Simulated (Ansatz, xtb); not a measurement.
Two isomers of C2H8GeO+

Structure a: the doublet with the links of `[CH3][Ge]([CH3])[OH2+]`. Structure b: the doublet with the links of `C[CH2][GeH][OH2+]`. Both are isolated ions in the gas phase, relaxed with PBE0-D3(BJ)/def2-SVP, each in the lowest conformer that the search found.

a (Å):

```xyz
12

C     0.2163    0.9886   -1.6455
C    -1.6344   -1.2778   -0.0556
Ge   -0.1765    0.0024   -0.0210
O     1.3721   -1.3544   -0.1528
H     0.2595    0.2831   -2.4905
H    -0.6099    1.6987   -1.8076
H     1.1527    1.5578   -1.5682
H    -1.5322   -1.9119   -0.9507
H    -1.6665   -1.8937    0.8535
H    -2.5734   -0.7058   -0.1214
H     1.4090   -2.1349    0.4234
H     2.2820   -1.0653   -0.3289
```

b (Å):

```yaml
atoms:
  - { symbol: C, position_ang: [0.2125, -0.0784, -2.0346] }
  - { symbol: C, position_ang: [0.4072, -1.3609, -1.2367] }
  - { symbol: Ge, position_ang: [-0.8734, -1.4982, 0.2392] }
  - { symbol: O, position_ang: [-0.3792, 0.1880, 1.2891] }
  - { symbol: H, position_ang: [-0.7976, 0.0008, -2.4629] }
  - { symbol: H, position_ang: [0.4075, 0.8224, -1.4353] }
  - { symbol: H, position_ang: [0.9232, -0.0724, -2.8770] }
  - { symbol: H, position_ang: [0.2168, -2.2680, -1.8370] }
  - { symbol: H, position_ang: [1.4215, -1.4694, -0.8214] }
  - { symbol: H, position_ang: [-2.3148, -0.9924, -0.0317] }
  - { symbol: H, position_ang: [-1.0512, 0.7166, 1.7500] }
  - { symbol: H, position_ang: [0.4636, 0.2752, 1.7631] }
```

**Question.** Estimate which is lower in electronic energy at CCSD(T)/def2-SVP + ΔMP2/def2-TZVPP, and by roughly how much.

**Answer.** The CCSD(T)/def2-SVP + ΔMP2/def2-TZVPP calculation puts structure a lower, by 0.637 eV.

The same difference at several levels:

```json
{"level": "GFN2-xTB", "geometry": "GFN2-xTB", "E(b) − E(a) (eV)": "+0.171", "departure from the last row (eV)": "−0.467", "job, with rough time for the two": "optimisation, 0.25 s"}
{"level": "HF/STO-3G", "geometry": "GFN2-xTB", "E(b) − E(a) (eV)": "+0.930", "departure from the last row (eV)": "+0.292", "job, with rough time for the two": "single point, 0.58 s"}
{"level": "r2SCAN-D4/def2-SVP", "geometry": "GFN2-xTB", "E(b) − E(a) (eV)": "+0.596", "departure from the last row (eV)": "−0.042", "job, with rough time for the two": "single point, 8.4 s"}
{"level": "PBE0-D3(BJ)/def2-SVP", "geometry": "PBE0-D3(BJ)/def2-SVP", "E(b) − E(a) (eV)": "+0.543", "departure from the last row (eV)": "−0.095", "job, with rough time for the two": "optimisation, 2.1 min"}
{"level": "HF/def2-SVP", "geometry": "PBE0-D3(BJ)/def2-SVP", "E(b) − E(a) (eV)": "+0.533", "departure from the last row (eV)": "−0.104", "job, with rough time for the two": "part of the CCSD(T) run"}
{"level": "MP2/def2-SVP", "geometry": "PBE0-D3(BJ)/def2-SVP", "E(b) − E(a) (eV)": "+0.536", "departure from the last row (eV)": "−0.101", "job, with rough time for the two": "part of the CCSD(T) run"}
{"level": "CCSD(T)/def2-SVP", "geometry": "PBE0-D3(BJ)/def2-SVP", "E(b) − E(a) (eV)": "+0.494", "departure from the last row (eV)": "−0.144", "job, with rough time for the two": "single point"}
{"level": "CCSD(T)/def2-SVP + ΔMP2/def2-TZVPP", "geometry": "PBE0-D3(BJ)/def2-SVP", "E(b) − E(a) (eV)": "+0.637", "departure from the last row (eV)": "", "job, with rough time for the two": "single point, 2.5 min"}
```

As drawn, b has 1 C–C, 1 Ge–H in place of 1 C–Ge, 1 C–H.

None of the levels shown reverses the order. The largest departure from CCSD(T)/def2-SVP + ΔMP2/def2-TZVPP is that of GFN2-xTB, 0.467 eV. The last row adds to CCSD(T) the change of the MP2 difference between the two basis sets, here +0.144 eV, a large step that makes the value less sure.

With harmonic frequencies from PBE0-D3(BJ)/def2-SVP (ideal gas, rigid rotor, one conformer each, 298.15 K, 1 atm): on the last row, ΔE + ΔZPE = +0.637, ΔH = +0.617, ΔG = +0.651 eV.

Open shells are spin-unrestricted. The correlated steps freeze 12 core orbitals; the filled d shell of Ge is correlated, in a basis made for valence electrons. Mirror images aren't counted in ΔG. Codes used: Ansatz 0.2.0, xtb 6.7.1; the last row on 2 threads of Arm Neoverse V1 on a shared host.

Dimethyl substitution at germanium is clearly preferred over the ethyl hydride arrangement, and the preference is mainly a matter of bond balance. Isomer a trades a C–C and a Ge–H bond for a Ge–C and a C–H bond, and the strong C–H bond more than repays the weak Ge–C one. The positive charge probably adds to this, since a second alkyl group on germanium donates by induction and hyperconjugation better than hydrogen does. Water is held by a long, dative Ge–O contact in both ions, so its binding should largely cancel.

In the def2-SVP basis, Hartree–Fock already gives +0.533 eV and CCSD(T) +0.494 eV, so the preference doesn't originate in electron correlation. The closeness of r2SCAN-D4 to the last row, reached in the small basis, may therefore owe something to error cancellation. Zero-point and thermal terms barely alter the gap. The ordering concerns these two minima only and says nothing about the barrier between them, which would involve breaking strong bonds.
